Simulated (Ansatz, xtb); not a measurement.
C2H6ClFGe: which of two isomers lies lower

Structure I: `FC[CH2][GeH2][Cl]`, a singlet. Structure II: `C[CH2][Ge@H]([F])[Cl]`, a singlet. Both are isolated molecules in the gas phase, relaxed with B3LYP-D3(BJ)/def2-SVP; the shapes shown needn't be the lowest conformers.

I (Å):

```yaml
atoms:
  - { symbol: C, position_ang: [-2.1225, 3.7512, 1.8895] }
  - { symbol: C, position_ang: [-1.4141, 2.7845, 0.9607] }
  - { symbol: Cl, position_ang: [0.3430, 1.8567, 3.6219] }
  - { symbol: F, position_ang: [-1.3839, 4.9202, 2.0003] }
  - { symbol: Ge, position_ang: [0.4433, 2.4261, 1.5088] }
  - { symbol: H, position_ang: [-2.2273, 3.3156, 2.8972] }
  - { symbol: H, position_ang: [-3.1243, 4.0165, 1.5086] }
  - { symbol: H, position_ang: [-1.3902, 3.1789, -0.0692] }
  - { symbol: H, position_ang: [-1.9498, 1.8219, 0.9378] }
  - { symbol: H, position_ang: [1.3732, 3.6436, 1.4046] }
  - { symbol: H, position_ang: [1.0190, 1.2171, 0.7466] }
```

II (Å):

```tsv
atom	x (Å)	y (Å)	z (Å)
C	-0.1647	-0.3240	2.4899
C	0.7932	-0.2397	1.2989
Cl	2.8806	1.6740	3.0860
F	2.9764	1.3167	-0.0394
Ge	1.7804	1.4398	1.2278
H	0.3758	-0.2088	3.4420
H	-0.6824	-1.2959	2.5112
H	-0.9387	0.4598	2.4489
H	1.5531	-1.0368	1.3335
H	0.2621	-0.3421	0.3377
H	1.0027	2.7401	0.9650
```

Quicker runs give these differences E(II) − E(I): GFN2-xTB −30.3 kcal/mol; HF/STO-3G −9.4 kcal/mol (at GFN2-xTB geometries); r2SCAN-D4/def2-SVP −32.2 kcal/mol (at GFN2-xTB geometries).

Question: Estimate E(II) − E(I) at the level CCSD(T)/def2-SVP + ΔMP2/def2-TZVPP.

Answer: Calculated at CCSD(T)/def2-SVP + ΔMP2/def2-TZVPP: E(II) − E(I) = −34.9 kcal/mol, so structure II lies lower.

Level by level:

```tsv
level	geometry	E(II) − E(I) (kcal/mol)	departure from the last row (kcal/mol)	job, with rough time for the two
GFN2-xTB	GFN2-xTB	−30.3	+4.6	optimisation, 0.17 s
HF/STO-3G	GFN2-xTB	−9.4	+25.5	single point, 0.58 s
r2SCAN-D4/def2-SVP	GFN2-xTB	−32.2	+2.7	single point, 5.1 s
B3LYP-D3(BJ)/def2-SVP	B3LYP-D3(BJ)/def2-SVP	−31.9	+2.9	optimisation, 80 s
HF/def2-SVP	B3LYP-D3(BJ)/def2-SVP	−31.9	+3.0	part of the CCSD(T) run
MP2/def2-SVP	B3LYP-D3(BJ)/def2-SVP	−36.0	−1.1	part of the CCSD(T) run
CCSD(T)/def2-SVP	B3LYP-D3(BJ)/def2-SVP	−33.5	+1.4	single point
CCSD(T)/def2-SVP + ΔMP2/def2-TZVPP	B3LYP-D3(BJ)/def2-SVP	−34.9		single point, 65 s
```

As drawn, II has 1 F–Ge, 1 C–H in place of 1 C–F, 1 Ge–H.

The levels shown agree on the order. The largest departure from CCSD(T)/def2-SVP + ΔMP2/def2-TZVPP is that of HF/STO-3G, 25.5 kcal/mol. The last row adds to CCSD(T) the change of the MP2 difference between the two basis sets, here −1.4 kcal/mol.

With harmonic frequencies from B3LYP-D3(BJ)/def2-SVP (ideal gas, rigid rotor, one conformer each, 298.15 K, 1 atm): on the last row, ΔE + ΔZPE = −34.1 kcal/mol. A mode under 50 cm⁻¹ makes harmonic enthalpies and free energies unreliable, so none is given.

The correlated steps freeze 17 core orbitals; the filled d shell of Ge is correlated, in a basis made for valence electrons. Programs: Ansatz 0.2.0, xtb 6.7.1; the last row on 2 threads of Arm Neoverse V1 on a shared host.

Moving fluorine from carbon to germanium, with hydrogen going the other way, is strongly favourable, and II lies lower at every level. The exchange replaces a C–F and a Ge–H bond with a Ge–F and a C–H bond. Germanium is more electropositive than carbon and forms a strong, highly polar bond to fluorine, while hydrogen binds more strongly to carbon, whose compact valence orbitals overlap better with hydrogen 1s. The preference therefore probably owes much to the C–H/Ge–H exchange and not only to germanium's affinity for fluorine.

Hartree–Fock already gives −31.9 kcal/mol in the split-valence basis, so the preference is not mainly a correlation effect. The much smaller STO-3G value points to the minimal basis, which has too little flexibility to describe charge build-up on fluorine and polarisation around germanium. r2SCAN at the same geometries shows no such collapse, which argues against the structures as the cause. The energy ordering does not establish how readily I would rearrange to II, since no connecting pathway was computed.
